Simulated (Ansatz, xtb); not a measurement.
CH6BNSe: which of two isomers lies lower

Structure a: `C[Se]BN`, a singlet. Structure b: `CB(N)[SeH]`, a singlet. Both are isolated molecules in the gas phase, relaxed with PBE0-D3(BJ)/def2-SVP; the shapes shown needn't be the lowest conformers.

a (Å):

```tsv
atom	x (Å)	y (Å)	z (Å)
C	-1.9516	1.8175	1.9664
B	0.1832	0.8269	0.1250
N	-0.7953	0.9822	-0.8556
Se	-0.0938	1.2247	2.0048
H	-2.0620	2.7111	1.3364
H	-2.2374	2.0732	2.9945
H	-2.6090	1.0138	1.6066
H	1.2828	0.4233	-0.1684
H	-1.7331	1.3152	-0.6763
H	-0.6186	0.7654	-1.8271
```

b (Å):

```xyz
10

C    -2.4997   -1.4879   -2.3336
B    -0.9913   -1.0355   -2.4172
N    -0.6188    0.3108   -2.4095
Se    0.3594   -2.4669   -2.5335
H    -2.7806   -2.0884   -3.2140
H    -2.6713   -2.1270   -1.4523
H    -3.1938   -0.6351   -2.2718
H    -1.3066    1.0508   -2.3500
H     0.3343    0.6426   -2.4613
H     1.5403   -1.5907   -2.5868
```

Quicker runs give these differences E(b) − E(a): GFN2-xTB −0.8 kcal/mol; HF/STO-3G −6.4 kcal/mol (at GFN2-xTB geometries); r2SCAN-D4/def2-SVP −13.2 kcal/mol (at GFN2-xTB geometries).

**Question.** Estimate E(b) − E(a) at the level CCSD(T)/def2-SVP + ΔMP2/def2-TZVPP.

**Answer.** Calculated at CCSD(T)/def2-SVP + ΔMP2/def2-TZVPP: E(b) − E(a) = −10.8 kcal/mol, so structure b lies lower.

Level by level:

| level | geometry | E(b) − E(a) (kcal/mol) | departure from the last row (kcal/mol) | job, with rough time for the two |
| --- | --- | --- | --- | --- |
| GFN2-xTB | GFN2-xTB | −0.8 | +10.0 | optimisation, 0.25 s |
| HF/STO-3G | GFN2-xTB | −6.4 | +4.4 | single point, 0.36 s |
| r2SCAN-D4/def2-SVP | GFN2-xTB | −13.2 | −2.5 | single point, 3.9 s |
| PBE0-D3(BJ)/def2-SVP | PBE0-D3(BJ)/def2-SVP | −12.9 | −2.2 | optimisation, 62 s |
| HF/def2-SVP | PBE0-D3(BJ)/def2-SVP | −14.0 | −3.2 | part of the CCSD(T) run |
| MP2/def2-SVP | PBE0-D3(BJ)/def2-SVP | −13.5 | −2.8 | part of the CCSD(T) run |
| CCSD(T)/def2-SVP | PBE0-D3(BJ)/def2-SVP | −13.5 | −2.8 | single point |
| CCSD(T)/def2-SVP + ΔMP2/def2-TZVPP | PBE0-D3(BJ)/def2-SVP | −10.8 |  | single point, 31 s |

As drawn, b has 1 C–B, 1 Se–H in place of 1 C–Se, 1 B–H.

None of the levels shown reverses the order. The largest departure from CCSD(T)/def2-SVP + ΔMP2/def2-TZVPP is that of GFN2-xTB, 10.0 kcal/mol. The last row adds to CCSD(T) the change of the MP2 difference between the two basis sets, here +2.8 kcal/mol.

With harmonic frequencies from PBE0-D3(BJ)/def2-SVP (ideal gas, rigid rotor, one conformer each, 298.15 K, 1 atm): on the last row, ΔE + ΔZPE = −11.8 kcal/mol. A mode under 50 cm⁻¹ makes harmonic enthalpies and free energies unreliable, so none is given.

The correlated steps freeze 12 core orbitals; the filled d shell of Se is correlated, in a basis made for valence electrons. Run with Ansatz 0.2.0, xtb 6.7.1; the last row on 2 threads of Arm Neoverse V1 on a shared host.

Isomer b is lower because the methyl group sits on boron rather than selenium. Both isomers keep the B–Se link and the amino group on boron, so nitrogen lone-pair donation into the empty boron p orbital is largely common to the two and should mostly cancel. What remains is an exchange of C–Se and B–H for C–B and Se–H. The strong C–B bond replacing a weak C–Se bond probably more than repays the loss of B–H for the weaker Se–H.

Electron correlation contributes little to the difference: in the small basis, HF gives −14.0 kcal/mol and CCSD(T) −13.5 kcal/mol. Enlarging the basis matters more and favours a, so the offsets of the two density functionals from the final value can't be read as functional error alone. Zero-point energy moves the balance further towards b, as expected when a B–H oscillator gives way to a softer Se–H one. The preference is thermodynamic and says nothing about the barrier to interconversion.
